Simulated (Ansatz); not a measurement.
A series in volume per atom on Ta₂O₃

Results calculated with Ansatz 0.2.0 development build, not measured. Equation of state of a cubic crystal from periodic Kohn-Sham density functional theory without spin; pressure corrected for the finite basis.

Cell of the first row (space group Pn-3m, No. 224):
```
CELL_PARAMETERS angstrom
4.83080 0.00000 0.00000
0.00000 4.83080 0.00000
0.00000 0.00000 4.83080
ATOMIC_POSITIONS crystal
Ta 0.25000 0.25000 0.25000
Ta 0.75000 0.75000 0.25000
Ta 0.75000 0.25000 0.75000
Ta 0.25000 0.75000 0.75000
O 0.50000 0.00000 0.00000
O 0.00000 0.50000 0.00000
O 0.00000 0.00000 0.50000
O 0.50000 0.50000 0.00000
O 0.50000 0.00000 0.50000
O 0.00000 0.50000 0.50000
```

Settings of every row: formula Ta2O3; structure type cubic X2O3; functional PBE; spin treatment none; k mesh 22x22x22; occupation method fermi-dirac; occupation width 0.061225619 eV; wave cutoff 420 eV; datasets soft-1 PAW; density cutoff ratio 4.

Limits: a cubic model structure, not a phase known at ambient conditions; no spin polarisation, a magnetic state may lie lower; no spin-orbit coupling, which can matter with elements this heavy.

```
row  volume per atom (Å³)  energy above lowest point (meV/atom)  pressure (GPa)
  1                11.274                                 34.03          16.641
  2                11.513                                 13.97          10.273
  3                11.753                                  2.94           4.564
  4                11.993                                     0          -0.554
  5                12.233                                     ?               ?
  6                12.473                                 15.16          -9.258
  7                12.713                                 31.83         -12.946
```

Question: what energy above lowest point and pressure should row 5 give?

Worked fit of energy above lowest point. Take u = (V_r/V)^(2/3) − 1 with V_r = 11.873 Å³ an atom, which is twice the finite (Eulerian) strain; such expansions in the strain, on which the Birch-Murnaghan equation of state is built, carry the rest volume and the bulk modulus. The shown rows have u = 0.03511, 0.02074, 0.0068, -0.00668, -0.03233, -0.04455. Least squares give energy above lowest point = 0.501 + 214.8 × u + 20868.5 × u² + 5933 × u³ meV/atom; a parabola predicts inner rows, each left out in turn, worse (root mean square 0.11 against 0.024 meV/atom). The rows lie off it by 0.01, -0.02, 0.01, 0.00, -0.01, 0.01. Its lowest point lies at u = -0.0052, or V = 11.97 Å³ an atom, and the curvature there gives the bulk modulus at fixed shape and fractions, B = (4/9)(1 + u)² E″(u)/V = 245 GPa. The withheld row has u = -0.01972, so the fit gives 0.501 + 214.8 × (-0.01972) + 20868.5 × (-0.01972)² + 5933 × (-0.01972)³ = 4.33 meV/atom.

The calculation gave 4.33 meV/atom. The fit meets it to the printed digit.

Worked fit of pressure. Take u = (V_r/V)^(2/3) − 1 with V_r = 11.873 Å³ an atom, which is twice the finite (Eulerian) strain; such expansions in the strain, on which the Birch-Murnaghan equation of state is built, carry the rest volume and the bulk modulus. The shown rows have u = 0.03511, 0.02074, 0.0068, -0.00668, -0.03233, -0.04455. Least squares give pressure = 1.931 + 379.532 × u + 1078.17 × u² + 1248 × u³ GPa; a parabola predicts inner rows, each left out in turn, worse (root mean square 0.024 against 0.0075 GPa). The rows lie off it by 0.002, -0.004, 0.002, 0.003, -0.003, 0.002. The pressure vanishes at u = -0.0052, or V = 11.97 Å³ an atom, and there the bulk modulus at fixed shape and fractions is B = −V dP/dV = (2/3)(1 + u) dP/du = 244 GPa. The withheld row has u = -0.01972, so the fit gives 1.931 + 379.532 × (-0.01972) + 1078.17 × (-0.01972)² + 1248 × (-0.01972)³ = -5.144 GPa.

The calculation gave -5.144 GPa. The fit meets it to the printed digit.
